**Student:** I don't believe the result. Potassium needs about 4.3 eV, a typical value, to lose its electron, and the notes say its vapour at 10 Pa is half ionised where $kT$ is below 0.3 eV. The Boltzmann factor there is about $10^{-7}$.

**Lecturer:** The Boltzmann factor compares one state with one state, and a free electron has millions of states to choose from. Let us count them, from five premises. First, complete thermal equilibrium at one temperature $T$. Second, three species only: atom $A$, ion $A^+$ and electron. Third, overall neutrality. Fourth, no interaction energy between particles, so the mixture is an ideal gas. Fifth, every species is non-degenerate and non-relativistic. We test the premises with numbers at the end.

**Student:** Then start with one particle.

**Lecturer:** A particle of mass $m_s$ in volume $V$ has $V\,d^3p/h^3$ translational states in $d^3p$. The three Gaussian integrals give

$$\frac{V}{h^3}\left[\int_{-\infty}^{\infty}e^{-p^2/2m_skT}dp\right]^3=\frac{V}{\Lambda_s^3},\qquad \Lambda_s=\frac{h}{\sqrt{2\pi m_skT}} .$$

Internal states give $U_s=\sum_j g_j e^{-E_j/kT}$, with $E_j$ counted from the ground level of that species. For the electron $U_e=2$, from spin. All species need one zero of energy. I choose a ground-state ion and an electron, at rest and far apart, so the ground-state atom lies at $-I$, with $I$ the ionisation energy. The one-particle partition functions are

$$z_0=\frac{VU_0}{\Lambda_0^3}e^{I/kT},\qquad z_+=\frac{VU_+}{\Lambda_+^3},\qquad z_e=\frac{2V}{\Lambda^3},$$

where $\Lambda$ without a subscript always belongs to the electron.

**Student:** Electrons are fermions. You are about to divide by $N!$ as if that settled it.

**Lecturer:** It settles it when two particles almost never want the same state. For the ideal Fermi gas with fugacity $\zeta=e^{\mu_e/kT}$, the density obeys $n_e\Lambda^3/2=\zeta-\zeta^2/2^{3/2}+\dots$, so the relative correction to the Boltzmann form is $n_e\Lambda^3/2^{5/2}$. The fifth premise says $n_e\Lambda^3\ll1$. The heavy particles have far shorter wavelengths and satisfy it more easily. Then $Z=\prod_s z_s^{N_s}/N_s!$, and Stirling's $\ln N!\simeq N\ln N-N$ gives

$$F=-kT\sum_s N_s\left[\ln\frac{z_s}{N_s}+1\right].\tag{1}$$

**Student:** That is for fixed numbers. The numbers are what we want.

**Lecturer:** They depend on one variable. With $N$ nuclei and $\xi$ of them ionised, conservation of nuclei and neutrality give $N_0=N-\xi$ and $N_+=N_e=\xi$. At fixed $T$, $V$, $N$ the system takes the $\xi$ that minimises $F$. Since $\mu_s=\partial F/\partial N_s=-kT\ln(z_s/N_s)$,

$$\frac{\partial F}{\partial\xi}=\mu_++\mu_e-\mu_0=kT\ln\frac{\xi^2z_0}{(N-\xi)z_+z_e}=0 .$$

The second derivative is $kT[2/\xi+1/(N-\xi)]>0$, so the stationary point is the only minimum. The same expression shows that the variance of $\xi$ is of order $N$, so at finite $x=\xi/N$ the relative fluctuation is of order $N^{-1/2}$. With $n_s=N_s/V$,

$$\frac{n_+n_e}{n_0}=\mathcal K(T)=\frac{2U_+}{U_0}\,\frac{1}{\Lambda^3}\,e^{-I/kT}.\tag{2}$$

This is Saha's equation of 1920. I write $\mathcal K$ to keep it apart from the element and the kelvin.

**Student:** You lost $\Lambda_0$ and $\Lambda_+$. And the nuclear spin.

**Lecturer:** They enter as $(\Lambda_0/\Lambda_+)^3=(m_+/m_0)^{3/2}\simeq1-\tfrac32m_e/m_0$. With a typical mass of 39.1 u for potassium this differs from one by $2.1\times10^{-5}$, and I drop it. The nuclear spin multiplies $U_0$ and $U_+$ by the same degeneracy when $kT$ far exceeds the hyperfine splittings, so it cancels.

**Student:** Fine. Now the degree of ionisation.

**Lecturer:** Let $n=N/V$ be the density of nuclei, bound or not. Then $n_0=(1-x)n$ and $n_+=n_e=xn$, and (2) becomes

$$\frac{x^2}{1-x}=\frac{\mathcal K}{n}\equiv r,\qquad x=\frac{\sqrt{r^2+4r}-r}{2}.\tag{3}$$

The other root of $x^2+rx-r=0$ is negative. This is the sealed vessel.

**Student:** And at fixed pressure I put $n=P/kT$.

**Lecturer:** That is the usual slip. In (1) each $z_s$ is proportional to $V$, so $P=-\partial F/\partial V=(n_0+n_++n_e)kT$. The dependence of $\xi$ on $V$ adds nothing, because $\partial F/\partial\xi=0$ in equilibrium. Each ionisation adds a particle, hence

$$P=(1+x)\,nkT .$$

Equation (2) relates densities in an equilibrium state, and it holds however that state was prepared. Put $n=P/[(1+x)kT]$ in (3) and divide by $1+x$:

$$\frac{x^2}{1-x^2}=\frac{\mathcal K kT}{P}\equiv s,\qquad x=\sqrt{\frac{s}{1+s}}.\tag{4}$$

**Student:** I'd have minimised $G$, not $F$.

**Lecturer:** Do so. Write each density as mole fraction times $P/kT$. The fractions are $(1-x)/(1+x)$ for the atom and $x/(1+x)$ for ion and electron. From $G=\sum_sN_s\mu_s$, up to a term independent of $x$,

$$\frac{G}{NkT}=(1-x)\ln\frac{1-x}{1+x}+2x\ln\frac{x}{1+x}-x\ln s .$$

Its derivative is $\ln[x^2/(1-x^2)]-\ln s$, which vanishes on (4).

**Student:** So for weak ionisation $x\simeq\sqrt s$, and the exponent is $I/2kT$?

**Lecturer:** Yes. Neutrality ties the ion to the electron, so $x^2$ carries the Boltzmann factor. At the other end $1-x\simeq1/r$ in the vessel and $1-x\simeq1/2s$ at fixed pressure.

**Student:** Now the temperature I doubted.

**Lecturer:** Define $T_{1/2}$ by $x=\tfrac12$. Then $r=\tfrac12$ in (3) and $s=\tfrac13$ in (4). Take logarithms:

$$kT_{1/2}=\frac{I}{\ln\!\left[\dfrac{4U_+}{U_0}\dfrac{1}{n\Lambda^3}\right]}=\frac{I}{\ln\!\left[\dfrac{6U_+}{U_0}\dfrac{kT}{P\Lambda^3}\right]},\tag{5}$$

with everything on the right evaluated at $T_{1/2}$. The two forms agree because $P=\tfrac32nkT$ at $x=\tfrac12$. When $\ln(1/n\Lambda^3)$ is much larger than $|\ln(4U_+/U_0)|$,

$$kT_{1/2}\approx\frac{I}{\ln(1/n\Lambda^3)},\tag{6}$$

and at the same $\Lambda$ the ratio of (6) to (5) is $1+\ln(4U_+/U_0)/\ln(1/n\Lambda^3)$.

**Student:** I follow the algebra. What does the logarithm mean?

**Lecturer:** $1/n\Lambda^3$ is the number of translational cells, each of volume $\Lambda^3$, in the volume available per nucleus. The released electron may sit in any of them, while the bound electron has only $U_0/U_+$ choices. The small factor $e^{-I/kT}$ is multiplied by that large number. In terms of chemical potentials, $n_0=n_+$ at half ionisation, so $\mu_e=\mu_0-\mu_+=-I+kT\ln(U_+/U_0)$. The electron gas has $\mu_e=kT\ln(n_e\Lambda^3/2)$, which is many $kT$ below zero when it is dilute. It reaches the bound level while $kT$ is still small against $I$. A donor in silicon obeys the algebra of (3), with the effective density of states of the conduction band in place of $2/\Lambda^3$.

**Student:** But (5) has $T$ on both sides.

**Lecturer:** Only inside the logarithm, if $U_+/U_0$ is constant. At fixed pressure write $s=AT^{5/2}e^{-\theta/T}$ with $\theta=I/k$ and

$$A=\frac{2U_+}{U_0}\left(\frac{2\pi m_ek}{h^2}\right)^{3/2}\frac{k}{P}.$$

The iteration $T\leftarrow\theta/\ln(3AT^{5/2})$ has slope $-5/2y$ at the solution, with $y=\theta/T_{1/2}$, so it converges quickly when $y$ is large. There is also a closed form. The condition reads $y^{5/2}e^{y}=3A\theta^{5/2}$. Raise it to the power $2/5$ and multiply by $2/5$, and with the Lambert function $W$, defined by $We^W=w$,

$$y=\tfrac52\,W\!\left[\tfrac25\,\theta\,(3A)^{2/5}\right].$$

**Student:** Is the change sharp, like a phase transition?

**Lecturer:** It is smooth, but narrow. Differentiate the logarithms of (4) and (3), using $d\ln s/d\ln T=\tfrac52+I/kT$ and $d\ln r/d\ln T=\tfrac32+I/kT$:

$$\left.\frac{dx}{d\ln T}\right|_P=\frac{x(1-x^2)}{2}\left(\frac52+\frac{I}{kT}\right),\qquad \left.\frac{dx}{d\ln T}\right|_n=\frac{x(1-x)}{2-x}\left(\frac32+\frac{I}{kT}\right).\tag{7}$$

At $x=\tfrac12$ the prefactors are $3/16$ and $1/6$. The inverse slope measures the relative width $\Delta T/T_{1/2}$ and is of order $6/y$.

**Student:** Numbers, then. Potassium at 10 Pa.

**Lecturer:** The atomic inputs are typical values: $I=4.341$ eV, an atomic ground level $4s\;{}^2S_{1/2}$ with $g=2$, and a closed-shell ion with $g=1$. Keep ground levels only for now, so $2U_+/U_0=1$. Then $\theta=50375$ K and $A=3.334\times10^{-3}\ \mathrm{K^{-5/2}}$. Starting from 3000 K the iteration gives 3269, 3224, 3231 and 3230 K, each deviation about 0.16 times the last. So the model has $T_{1/2}=3230$ K, $y=15.6$ and $kT_{1/2}=0.278$ eV, which is 0.064 of $I$.

**Student:** Let me test your cell count. At 3230 K, $P/kT=2.242\times10^{-7}\ \mathrm{nm^{-3}}$. Two thirds of it is $n=1.495\times10^{-7}\ \mathrm{nm^{-3}}$, and each species has $7.47\times10^{-8}\ \mathrm{nm^{-3}}$. With $\Lambda=1.31$ nm I get $n\Lambda^3=3.37\times10^{-7}$. The Boltzmann factor is $1.69\times10^{-7}$, half of that, so $r=\tfrac12$.

**Lecturer:** Just so. The short form (6) has $\ln(1/n\Lambda^3)=14.9$ and gives 3380 K, about 5 per cent high, because it omits $\ln(4U_+/U_0)=\ln2$. Here are (4) at 10 Pa and (3) for a vessel sealed at that $n$:

| $T$ (K) | $x$ at $P=10$ Pa | $x$ at $n=1.495\times10^{-7}\ \mathrm{nm^{-3}}$ |
|---|---|---|
| 2500 | 0.043 | 0.058 |
| 3000 | 0.278 | 0.306 |
| 3230 | 0.500 | 0.500 |
| 3500 | 0.759 | 0.722 |
| 4000 | 0.959 | 0.937 |

The slopes (7) at the midpoint are 3.39 and 2.85, so the relative widths are 0.29 and 0.35. The isobar is steeper because the gas expands as it heats and ionises, and dilution favours the free electron.

**Student:** Here is my real objection. Every neutral atom has a Rydberg series with degeneracy $2\nu^2$ and energies that pile up below $I$. The sum $U_0$ diverges, $\mathcal K$ vanishes and nothing ionises.

**Lecturer:** The sum diverges for one atom alone in infinite space. An orbit of radius about $a_0\nu^2$, with $a_0$ the Bohr radius, is not bound to its own ion once other charges screen that ion, so the series ends. The cut comes from the Coulomb interaction that the fourth premise dropped, and we need both sizes. Take the low levels first, with typical values: $4p$ at 1.61 eV with $g=6$, $5s$ at 2.61 eV with $g=2$, $3d$ at 2.67 eV with $g=10$. At 3230 K the $4p$ term is 0.018 and the other two add 0.0009. Together they raise $U_0$ by 0.019, or 1.0 per cent. The ion's first excitation, typically near 20 eV, contributes nothing.

**Student:** And the screening?

**Lecturer:** In the linear theory of Debye and Hückel a charge $q$ has the potential $q\,e^{-\kappa\rho}/4\pi\varepsilon_0\rho$ at distance $\rho$, with $\kappa^2=n_ce^2/\varepsilon_0kT$ and $n_c=n_++n_e$. Subtract the bare potential and let $\rho\to0$: the cloud contributes $-q\kappa/4\pi\varepsilon_0$. Charging one particle from $0$ to $\pm e$ at fixed $\kappa$ costs $\mu^{\rm ex}=-e^2\kappa/8\pi\varepsilon_0$. Ion and electron both gain it, so $I$ in (2) is lowered by $\Delta I=e^2\kappa/4\pi\varepsilon_0$. At the midpoint $n_c=n$, so $1/\kappa=321$ nm and $\Delta I=4.5$ meV. That raises $\mathcal K$ by $\Delta I/kT=1.6$ per cent. A sphere of radius $1/\kappa$ holds 21 charges, enough for the linear theory to give the size of the effect. The pressure changes too. From $dP^{\rm ex}=n_c\,d\mu^{\rm ex}$ at fixed $T$, with $\mu^{\rm ex}\propto n_c^{1/2}$, we get $P^{\rm ex}=n_c\mu^{\rm ex}/3$, which is a fraction $\Delta I/9kT$, or 0.18 per cent, of $P$.

**Student:** So where does the series stop?

**Lecturer:** There is no unique answer, since calling a barely held electron bound or free is partly convention. One rough rule drops the levels bound by less than $\Delta I$, so $\nu_{\max}=\sqrt{\mathrm{Ry}/\Delta I}=55$, with Ry the Rydberg energy. Let hydrogenic shells from $\nu=5$ stand in for all levels above $3d$:

$$\delta U_0=\sum_{\nu=5}^{\nu_{\max}}2\nu^2\exp\!\left[-\frac{I-\mathrm{Ry}/\nu^2}{kT}\right]=0.020 .$$

That is 1.0 per cent of $U_0$. A looser rule, $a_0\nu_{\max}^2=1/\kappa$, gives $\nu_{\max}=78$ and $\delta U_0=0.056$, or 2.8 per cent. The divergence is tamed because $e^{-I/kT}$ is so small that even $10^5$ states weigh little.

**Student:** What does a per cent in $\mathcal K$ do to the answer?

**Lecturer:** At fixed $x$ and $P$ the value of $s$ is fixed, so a small relative change $\epsilon$ in $\mathcal K$ gives $\delta T/T=-\epsilon/(y+\tfrac52)$, and the denominator is 18.1. The low levels raise $T_{1/2}$ by 2 K, the Rydberg levels by 2 K or 5 K according to the rule, and screening lowers it by 3 K. These terms rival one another and partly cancel, so it would be wrong to include $4p$ alone and claim an improvement. The last digit of 3230 K is not significant.

**Student:** You also forbade other species.

**Lecturer:** Apply (2) to each. For $\mathrm K^-$, with a typical electron affinity of 0.50 eV and $g=1$, $n_-/n_0=\tfrac14n_e\Lambda^3e^{0.50\,\mathrm{eV}/kT}=2.5\times10^{-7}$. For $\mathrm{K_2}$ and $\mathrm{K_2^+}$ a classical estimate from above is $n_0v\,e^{D/kT}$. With an assumed generous volume $v=1\ \mathrm{nm^3}$ and a binding $D$ typically under 1 eV it stays below $10^{-5}$. The second ionisation energy, typically 31.6 eV, is $114\,kT$, against a logarithm near 16. Condensation at 10 Pa sets in typically near 530 K, far below the table.

**Student:** Then state the range plainly.

**Lecturer:** Equations (3) to (5) hold when $n_e\Lambda^3\ll1$ and $kT\ll m_ec^2$; when $\Delta I\ll kT$, which is weak Coulomb coupling; when the highest retained levels add little, roughly $\nu_{\max}^3e^{-I/kT}\ll U_0$; and when molecules, anions, higher ions and a condensed phase are absent. The short form (6) needs in addition a logarithm that is large against $|\ln(4U_+/U_0)|$. As the density rises the logarithm shrinks, $T_{1/2}$ climbs, and $U_0$ comes to depend on the cut, so the formulas lose their meaning before $n\Lambda^3$ reaches one. The first premise is the one most easily broken in a thin gas. Ionisation and recombination must balance in detail, through collisions or through black-body radiation at the same $T$. If light escapes faster than collisions restore the populations, or if cold walls remove charges, (2) no longer fixes $x$. Where equilibrium does hold, the model with these typical inputs puts half ionisation of potassium vapour at 10 Pa near $3.23\times10^3$ K, with neglected terms of a few kelvin each, at a thermal energy of about one sixteenth of $I$.